# Off-diagonal long-range order and condensate fraction of the BCS state: indium and aluminium

## Problem

Model a clean s-wave superconductor at $T=0$ as a three-dimensional parabolic band with the free-electron mass $m$, volume $V$ and mean electron number $N=nV$, in the BCS state

$$|\Psi\rangle=\prod_{\mathbf k}\left(u_k+v_k\,c^\dagger_{\mathbf k\uparrow}c^\dagger_{-\mathbf k\downarrow}\right)|0\rangle ,\qquad v_k^2=1-u_k^2=\tfrac12\left(1-\frac{\xi_k}{E_k}\right),\qquad E_k=\sqrt{\xi_k^2+\Delta^2},$$

with $u_k,v_k\ge0$, $\xi_k=\hbar^2k^2/2m-\mu$, $\mu\simeq E_F$ and constant $\Delta$. $N_0$ is the density of states at $E_F$ per spin and per volume. All entries below are typical values, used as inputs. Aluminium, the wiring metal and junction electrode, serves as a second case.

| typical input | In | Al |
|---|---|---|
| $E_F$ (eV) | 8.6 | 11.7 |
| $\Delta$ (meV) | 0.54 | 0.18 |
| $\hbar\omega_D$ (meV) | 9.3 | 37 |
| electron-phonon coupling $\lambda$ | 0.8 | 0.4 |
| Coulomb quasiparticle weight $z_C$ | 0.7 | 0.7 |

(a) Show that $\rho_2(\mathbf r_1\mathbf r_2;\mathbf r_1'\mathbf r_2')=\langle\psi^\dagger_\uparrow(\mathbf r_1)\psi^\dagger_\downarrow(\mathbf r_2)\psi_\downarrow(\mathbf r_2')\psi_\uparrow(\mathbf r_1')\rangle$ factorises at large separation and has one macroscopic eigenvalue $n_0$.

(b) Find $n_0$ and the condensate fraction $f=n_0/(N/2)$ for $\Delta\ll E_F$.

(c) Evaluate them for an indium cube of edge $100\ \mu$m.

(d) Find the length beyond which the factorisation holds.

(e) Estimate the changes from band curvature, the Debye cutoff and quasiparticle renormalisation, and repeat the numbers for aluminium.

## Solution

### (a) Factorisation and the large eigenvalue

The BCS state is the vacuum of quasiparticle operators that are linear in $c$ and $c^\dagger$, so Wick's theorem applies. The contraction $\langle\psi^\dagger_\uparrow\psi_\downarrow\rangle$ vanishes by spin conservation, which leaves

$$\rho_2=F^*(\mathbf r_1-\mathbf r_2)\,F(\mathbf r_1'-\mathbf r_2')+G(\mathbf r_1'-\mathbf r_1)\,G(\mathbf r_2'-\mathbf r_2),$$

$$F(\mathbf r)=\frac1V\sum_{\mathbf k}u_kv_k\,e^{i\mathbf k\cdot\mathbf r},\qquad G(\mathbf r)=\frac1V\sum_{\mathbf k}v_k^2\,e^{i\mathbf k\cdot\mathbf r}.$$

Move the primed pair of points far from the unprimed pair, keeping the separation within each pair fixed. $G$ is the Fourier transform of a smooth, decaying occupation and goes to zero, while $F^*F$ does not change. Hence $\rho_2\to F^*F$. This is off-diagonal long-range order in the sense of Yang (1962).

For the spectrum use $b_{\mathbf k}=c_{-\mathbf k\downarrow}c_{\mathbf k\uparrow}$. For $\mathbf k\neq\mathbf k'$ the factors of $|\Psi\rangle$ are independent and $\langle b^\dagger_{\mathbf k}b_{\mathbf k'}\rangle=u_kv_ku_{k'}v_{k'}$. The diagonal element is $v_k^2=u_k^2v_k^2+v_k^4$. In the sector of zero pair momentum, therefore,

$$\langle b^\dagger_{\mathbf k}b_{\mathbf k'}\rangle=u_kv_k\,u_{k'}v_{k'}+\delta_{\mathbf k\mathbf k'}\,v_k^4 .$$

The first term has rank one, with eigenvalue

$$n_0=\sum_{\mathbf k}u_k^2v_k^2=\int d^3r_1\,d^3r_2\,|F(\mathbf r_1-\mathbf r_2)|^2 .$$

The second term is diagonal with entries between 0 and 1. By Weyl's inequalities the largest eigenvalue of the sum lies between $n_0$ and $n_0+1$, and every other eigenvalue is below 1. At nonzero pair momentum the matrix is diagonal with entries $v_k^2v_{k'}^2<1$. Since $n_0\propto V$, exactly one eigenvalue is macroscopic.

Normalisation: $u_k^2v_k^2\le v_k^2$ and $\sum_{\mathbf k}v_k^2=N/2$, so $n_0\le N/2$. The bound is approached for dilute, tightly bound pairs, where $u_k\to1$. This makes $N/2$ the natural denominator. If $\rho_2$ is defined over both spin orderings, the singlet eigenvalue is $2n_0$ and is divided by $N$, and $f$ is the same.

### (b) Weak-coupling value

From the definitions, $u_k^2v_k^2=\tfrac14\left(1-\xi_k^2/E_k^2\right)=\Delta^2/4E_k^2$. This is a Lorentzian of half-width $\Delta\ll E_F$, so the density of states is replaced by $N_0$ and the limits go to infinity:

$$n_0=N_0V\int_{-\infty}^{\infty}d\xi\,\frac{\Delta^2}{4(\xi^2+\Delta^2)}=\frac{\pi}{4}N_0V\Delta .$$

For a parabolic band the density of states per spin grows as $\sqrt{\epsilon}$, so $n/2=\tfrac23N_0E_F$ and $N_0=3n/4E_F$. Then

$$\boxed{f=\frac{n_0}{N/2}=\frac{3\pi}{8}\,\frac{\Delta}{E_F}}$$

### (c) Indium

Intermediate values are carried unrounded. Three figures are shown for the arithmetic, and the inputs support two. With $\hbar^2/2m=0.03810$ eV nm$^2$,

$$k_F=\sqrt{\frac{8.6\ \text{eV}}{0.03810\ \text{eV nm}^2}}=15.024\ \text{nm}^{-1},\qquad n=\frac{k_F^3}{3\pi^2}=114.5\ \text{nm}^{-3},$$

$$N_0=\frac{3\,(114.5\ \text{nm}^{-3})}{4\,(8.6\ \text{eV})}=9.99\ \text{eV}^{-1}\text{nm}^{-3},$$

$$\frac{n_0}{V}=\frac{\pi}{4}\,(9.99\ \text{eV}^{-1}\text{nm}^{-3})(0.54\times10^{-3}\ \text{eV})=4.24\times10^{-3}\ \text{nm}^{-3}=4.24\times10^{18}\ \text{cm}^{-3}.$$

With $\Delta/E_F=6.28\times10^{-5}$ and $3\pi/8=1.178$,

$$f=7.40\times10^{-5},\qquad 1/f=1.35\times10^{4}.$$

Dividing $n_0/V$ by $n/2=57.3$ nm$^{-3}$ gives the same $f$. The cube has $V=10^{15}$ nm$^3$, so $N/2=5.73\times10^{16}$ and $n_0=4.24\times10^{12}$, against at most 1 for any other eigenvalue. The fraction is small because states deep in the Fermi sea have $u_k\simeq0$ and add nothing to $n_0$. It is not the superfluid fraction, which equals 1 at $T=0$ in this translation-invariant model.

### (d) Range of the pair amplitude

Average over angles, write $k=k_F+\xi/\hbar v_F$, and set $k=k_F$ in the slowly varying denominator. The part of $\sin kr$ that is odd in $\xi$ drops out, and for $k_Fr\gg1$

$$F(r)\simeq N_0\frac{\sin k_Fr}{k_Fr}\int_{-\infty}^{\infty}d\xi\,\frac{\Delta}{2E}\cos\frac{\xi r}{\hbar v_F}=N_0\Delta\,\frac{\sin k_Fr}{k_Fr}\,K_0\!\left(\frac{r}{\ell}\right),\qquad \ell=\frac{\hbar v_F}{\Delta}=\pi\xi_0 ,$$

where $K_0$ is the modified Bessel function and $\xi_0$ the BCS coherence length. $G$ decays with the same factor $e^{-r/\ell}$, because $v_k^2$ has the same branch points $\xi=\pm i\Delta$. As a check, $\sin^2\to\tfrac12$, $\int_0^\infty K_0^2(x)\,dx=\pi^2/4$ and $N_0\hbar v_F/k_F^2=1/2\pi^2$ give

$$\int d^3r\,|F|^2=\frac{2\pi N_0^2\Delta^2}{k_F^2}\,\frac{\hbar v_F}{\Delta}\,\frac{\pi^2}{4}=\frac{\pi}{4}N_0\Delta .$$

For indium $\hbar v_F=2E_F/k_F=1.145$ eV nm, so $\ell=2.12\ \mu$m and $\xi_0=0.675\ \mu$m in the model. The cube edge is $47\,\ell$, large enough for the limit of part (a). The length $(V/n_0)^{1/3}=6.2$ nm is far below $\ell$, so $n_0$ is the occupation of one extended two-particle state and not a count of separate molecules.

### (e) Corrections

**Curvature.** Keeping the $\sqrt{\epsilon}$ density of states, with $\delta=\Delta/\mu$, the integral is elementary and multiplies $n_0$ by

$$\sqrt{\frac{1+\sqrt{1+\delta^2}}{2}}\simeq1+\frac{\delta^2}{8},$$

a relative change of $4.9\times10^{-10}$ for indium. The relative shift of $\mu$ from $E_F$ is also of order $\delta^2$, up to a logarithm. Both are negligible.

**Cutoff.** If $\Delta_k=\Delta$ only for $|\xi|<\hbar\omega_D$ and zero outside, the limits become $\pm\hbar\omega_D$ and $n_0$ is multiplied by $(2/\pi)\arctan(\hbar\omega_D/\Delta)$. For indium $\hbar\omega_D/\Delta=17.2$, the factor is 0.963, a loss of 3.7 %, and $f=7.1\times10^{-5}$. The third figure of part (c) thus has no physical weight.

**Renormalisation.** In Eliashberg theory, for energies well below $\hbar\omega_D$, the frequency is scaled by $Z=1+\lambda$ and the pairing self-energy is $Z\Delta$. On the imaginary axis the amplitude $F_k=\langle b_{\mathbf k}\rangle$ becomes

$$F_k=\int_{-\infty}^{\infty}\frac{d\omega}{2\pi}\,\frac{Z\Delta}{Z^2\omega^2+\xi^2+Z^2\Delta^2}=\frac1Z\,\frac{\Delta}{2\sqrt{(\xi/Z)^2+\Delta^2}},$$

with $\omega$ in energy units. For $Z=1$ this is $u_kv_k$. Squaring gives $1/Z^2$, and the Lorentzian is wider by $Z$, so $n_0=\pi N_0V\Delta/4Z$ to leading order in $\Delta/\hbar\omega_D$. With $Z=1.8$ the indium fraction falls to $4.1\times10^{-5}$ and $\ell$ to $1.2\ \mu$m. Coulomb correlation multiplies the low-energy part of $F_k$ by $z_C$. Assuming that it leaves the effective mass unchanged, it costs a further $z_C^2=0.49$. Together,

$$f_{\rm ren}\simeq\frac{z_C^2}{1+\lambda}\,\frac{3\pi\Delta}{8E_F}.$$

This estimate supports one figure, so the cutoff factor is left out of it.

| model result | In | Al |
|---|---|---|
| $N_0$ (eV$^{-1}$nm$^{-3}$) | 9.99 | 11.65 |
| $n_0/V$ ($10^{18}$ cm$^{-3}$) | 4.24 | 1.65 |
| $f$ ($10^{-5}$) | 7.40 | 1.81 |
| $\ell$ ($\mu$m) | 2.12 | 7.42 |
| cutoff factor | 0.963 | 0.997 |
| $(1+\lambda)/z_C^2$ | 3.7 | 2.9 |
| $f_{\rm ren}$ ($10^{-5}$) | 2 | 0.6 |

**Answer.** The free-electron BCS model gives $f=7.4\times10^{-5}$ and $n_0/V=4.2\times10^{18}$ cm$^{-3}$ with the indium inputs, and $f=1.8\times10^{-5}$ with the aluminium inputs. These are numbers of the model, not of the metals. For the density matrix of the bare electrons the model lies too high, by an estimated factor of 3 to 4. As typical knowledge, the band density of states of indium is some 10 to 20 % below the free-electron value, which acts in the same direction.